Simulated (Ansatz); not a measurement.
## AlH2ClO (SMILES [OH][AlH][Cl]): methods side by side

The species is AlH2ClO (5 atoms), meant as a singlet with charge 0. SMILES: `[OH][AlH][Cl]`. Geometry: relaxed at PBE0-D4/def2-TZVP. This is one conformer, not always the lowest.

```xyz
5

O    -1.1101    0.3709   -0.5144
Al    0.4310    0.1849    0.1375
Cl    1.1149   -1.7254    0.6628
H    -1.7195   -0.3491   -0.6695
H     1.3335    1.4450    0.3422
```

Quantity: the energy change with the Al2–Cl3 bond stretched from 2.096 to 4.192 Å, in eV. The values are calculated.

```json
{"level": "PBE/STO-3G (restricted)", "kind": "GGA", "program": "Ansatz", "value (eV)": "5.17", "less FCI/STO-3G": "-0.87", "CPU time (all runs)": "1.1 s"}
{"level": "r2SCAN/STO-3G (restricted)", "kind": "meta-GGA", "program": "Ansatz", "value (eV)": "5.44", "less FCI/STO-3G": "-0.60", "CPU time (all runs)": "2.6 s"}
{"level": "PBE0/STO-3G (restricted)", "kind": "global hybrid", "program": "Ansatz", "value (eV)": "5.83", "less FCI/STO-3G": "-0.21", "CPU time (all runs)": "1.1 s"}
{"level": "r2SCAN0/STO-3G (restricted)", "kind": "hybrid meta-GGA", "program": "Ansatz", "value (eV)": "6.00", "less FCI/STO-3G": "-0.04", "CPU time (all runs)": "2.8 s"}
{"level": "wB97M-V/STO-3G (restricted)", "kind": "range-separated hybrid", "program": "Ansatz", "value (eV)": "6.39", "less FCI/STO-3G": "+0.35", "CPU time (all runs)": "15 s"}
{"level": "wB97X/STO-3G (restricted)", "kind": "range-separated hybrid", "program": "Ansatz", "value (eV)": "6.43", "less FCI/STO-3G": "+0.39", "CPU time (all runs)": "4.6 s"}
{"level": "B2PLYP/STO-3G (restricted)", "kind": "double hybrid", "program": "Ansatz", "value (eV)": "5.73", "less FCI/STO-3G": "-0.31", "CPU time (all runs)": "1.5 s"}
{"level": "MP2/STO-3G (restricted)", "kind": "perturbation theory", "program": "Ansatz", "value (eV)": "6.50", "less FCI/STO-3G": "+0.46", "CPU time (all runs)": "0.2 s"}
{"level": "CCSDTQ/STO-3G (restricted)", "kind": "coupled cluster or CI", "program": "Ansatz", "value (eV)": "6.04", "less FCI/STO-3G": "0.00", "CPU time (all runs)": "17 s"}
{"level": "FCI/STO-3G", "kind": "exact in the basis", "program": "Ansatz", "value (eV)": "6.04", "less FCI/STO-3G": "0.00", "CPU time (all runs)": "28 s"}
```

FCI/STO-3G is exact within its basis and frozen core, so for wave-function methods in that basis the difference is their error; functionals converge differently with the basis, so for them it is only a difference. The first shape isn't each level's own minimum. The values span 5.17 to 6.50 eV. All rows use very small basis sets, so even the best lies far from the true value. CPU times are rough (shared hosts, several kinds of processor): they show what a rung costs within a factor of a few.

Among the functionals, exact exchange raises the stretching energy: from 5.17 to 5.83 eV between PBE and PBE0, and from 5.44 to 6.00 eV between r2SCAN and r2SCAN0, with the range-separated hybrids higher still. As the polar Al–Cl bond lengthens, its electron pair needs increasing left-right correlation, which a restricted determinant with one doubly occupied bonding orbital cannot describe. Semilocal exchange mimics part of this correlation, and replacing it with exact exchange removes that help at the stretched end. B2PLYP breaks the pattern, probably because its perturbative correlation grows as the frontier gap narrows and lowers the stretched structure.

MP2 lies 0.46 eV above FCI, which suggests that second order recovers too little of the additional correlation. CCSDTQ reproduces FCI to the printed precision, as expected when essentially one electron pair is being uncoupled. The close match of r2SCAN0 probably reflects compensating errors rather than a sound description of the stretched bond. Two geometries alone do not establish a dissociation limit or the shape of the curve between them.
